Two electrons of opposite spin, shared by two separated atoms, can be arranged in four ways: one on each atom, with either spin order, or both on the same atom, left or right. If both electrons occupy the same orbital, each chooses its atom without regard to the other. With an orbital shared equally by the two atoms, half of the weight then falls on the two ionic arrangements. An orbital that leans towards one atom makes this worse, because both electrons lean the same way. A doubly occupied orbital therefore cannot describe a bond that breaks into two neutral radicals, however well its shape is optimised.

PySCF 2.14.0 calculations with RHF, broken-symmetry UHF and CASSCF (two electrons in two orbitals) in the def2-SVP basis, for a rigid stretch of one C–F bond in neutral singlet CH₃SCHF₂, based on the GFN2-xTB geometry. Spin squared is the UHF value, and the weak orbital occupation is that of the CASSCF natural orbital.

```csv
bond length (Å),CASSCF energy over its lowest point (eV),RHF energy over CASSCF (eV),UHF energy under RHF (eV),spin squared,first weak orbital occupation
1.220,0.460,0.496,0.000,0.000,0.012
1.330,0.000,0.609,0.000,0.000,0.019
1.460,0.159,0.754,0.000,0.000,0.031
1.600,0.705,0.917,0.000,0.000,0.049
1.800,1.663,1.156,0.000,0.000,0.089
2.060,2.769,1.502,0.518,0.656,0.180
2.390,3.673,2.085,1.733,0.912,0.383
2.930,4.206,3.292,3.387,0.999,0.721
3.720,4.328,4.738,4.926,1.014,0.933
```

**What happens to RHF.** Restricted Hartree–Fock (RHF) keeps the C–F bond pair in one such orbital. CASSCF with two electrons in two orbitals may also place the pair in the antibonding orbital, and the mixture of the two configurations cancels ionic weight. The RHF energy lies above CASSCF in every row, by 0.61 eV at 1.33 Å and by 4.74 eV at 3.72 Å. Between these lengths RHF climbs 1.95 times as far as CASSCF, so about half of its apparent bond strength is an error relative to CASSCF.

The shape of the RHF curve reveals the fault even without a better calculation beside it. Over the last interval, where little bonding should remain, RHF still rises by 1.57 eV and CASSCF by only 0.12 eV. Theory gives two reasons. The ionic part of the wavefunction consists of opposite charges, and pulling these apart costs energy over a long range. A pair held in one shared orbital also keeps losing the energy of the remaining overlap, which matters less once the electrons have settled one on each atom.

**What UHF repairs, and when.** Unrestricted Hartree–Fock (UHF) lets the spin-up and spin-down electrons use different orbitals, one drifting to carbon and the other to fluorine. This avoids ionic weight but gives up some bonding, so it pays only once the bond is weak enough. The changeover, known as the Coulson–Fischer point, lies between 1.80 and 2.06 Å here. UHF then removes 34% of the RHF gap to CASSCF at 2.06 Å and 83% at 2.39 Å.

The price is the spin. A pure singlet has a spin squared of 0 and a triplet has 2, so a value near 1 means roughly equal parts of both. The UHF energy at long distance is reasonable, but the wavefunction is no longer the singlet that was asked for.

**Why spin squared is a poor alarm.** It stays at zero up to 1.80 Å, where RHF and UHF coincide and both lie 1.16 eV above CASSCF, 0.55 eV more than at 1.33 Å. The occupation of the weak orbital, the antibonding partner of the bond orbital, has by then risen from 0.02 at 1.33 Å to 0.09. It grows in every step of the stretch, whereas UHF shows nothing and then changes abruptly.

In the rows from 2.06 Å onwards UHF errs the other way. Let S be the overlap of the two UHF orbitals that hold the bond pair. Their in-phase and out-of-phase combinations hold 1 + S and 1 − S electrons, and the spin squared is 1 − S². At 2.39 Å the spin squared of 0.912 gives S = √0.088 ≈ 0.30, hence a weak occupation of about 0.70, against 0.38 in CASSCF.

UHF thus describes a bond that is too intact up to 1.80 Å and too broken from 2.06 Å onwards. The error changes sign between these rows, slightly after the onset, because the UHF weak occupation has to grow from zero. At 2.39 Å much of the overshoot comes from the triplet admixture, which carries one full electron in the antibonding orbital. The estimate has no fitted parameter, but it assumes that only the bond pair contributes to the spin squared. That fails slightly at 3.72 Å, where the value exceeds 1; taking the same excess off at 2.93 Å lowers the estimate from 0.97 to 0.88, still above the CASSCF value of 0.72. The output below lists the estimate for every row.

**Why a good UHF end point does not give a good depth.** From 1.33 to 3.72 Å, UHF rises 0.80 eV less than CASSCF. Of this, 0.61 eV arises at the short end, where UHF is simply RHF and lacks the correlation of the bond pair. The other 0.19 eV arises at the long end, where UHF lies below CASSCF. The probable cause is that UHF also lets the unpaired electrons polarise the remaining pairs, which this CASSCF keeps strictly paired; the spin squared above 1 points the same way.

**What to do about it.** Follow the weak-orbital occupation along the whole stretch, and do not take a zero spin squared as proof that one determinant suffices. For the shape of the curve, use a method that treats both configurations of the bond pair from the start. The CASSCF rise of 4.3 eV is still not a bond energy: most of the correlation among the other electrons is absent, the basis is small, and the fragment left behind was held rigid. A quotable value needs that correlation added, a larger basis and relaxed fragments.

The analysis program printed:

```
Curves and occupations:
   row  RHF over its lowest point (eV)  UHF over its lowest point (eV)  UHF minus CASSCF (eV)  UHF weak occupation estimated from spin squared  CASSCF weak occupation
  1.22                           0.347                           0.347                  0.496                                                0                   0.012
  1.33                               0                               0                  0.609                                                0                   0.019
  1.46                           0.304                           0.304                  0.754                                                0                   0.031
   1.6                           1.013                           1.013                  0.917                                                0                   0.049
   1.8                            2.21                            2.21                  1.156                                                0                   0.089
  2.06                           3.662                           3.144                  0.984                                           0.4135                    0.18
  2.39                           5.149                           3.416                  0.352                                           0.7034                   0.383
  2.93                           6.889                           3.502                 -0.095                                           0.9684                   0.721
  3.72                           8.457                           3.531                 -0.188                                                1                   0.933
RHF rise divided by CASSCF rise, 1.33 to 3.72 angstrom: 1.954
Growth of the RHF gap to CASSCF, 1.33 to 3.72 angstrom (eV): 4.129
Growth of the RHF gap to CASSCF, 1.33 to 1.80 angstrom (eV): 0.547
CASSCF rise minus UHF rise, 1.33 to 3.72 angstrom (eV): 0.797
Part of it from UHF lying above CASSCF at 1.33 angstrom (eV): 0.609
Part of it from UHF lying below CASSCF at 3.72 angstrom (eV): 0.188
RHF rise over the last interval (eV): 1.568
CASSCF rise over the last interval (eV): 0.122
UHF rise over the last interval (eV): 0.029
Share of the RHF gap removed by UHF at 2.06 angstrom (percent): 34.49
Share of the RHF gap removed by UHF at 2.39 angstrom (percent): 83.12
UHF weak occupation at 2.93 angstrom after taking off that excess: 0.8775
```
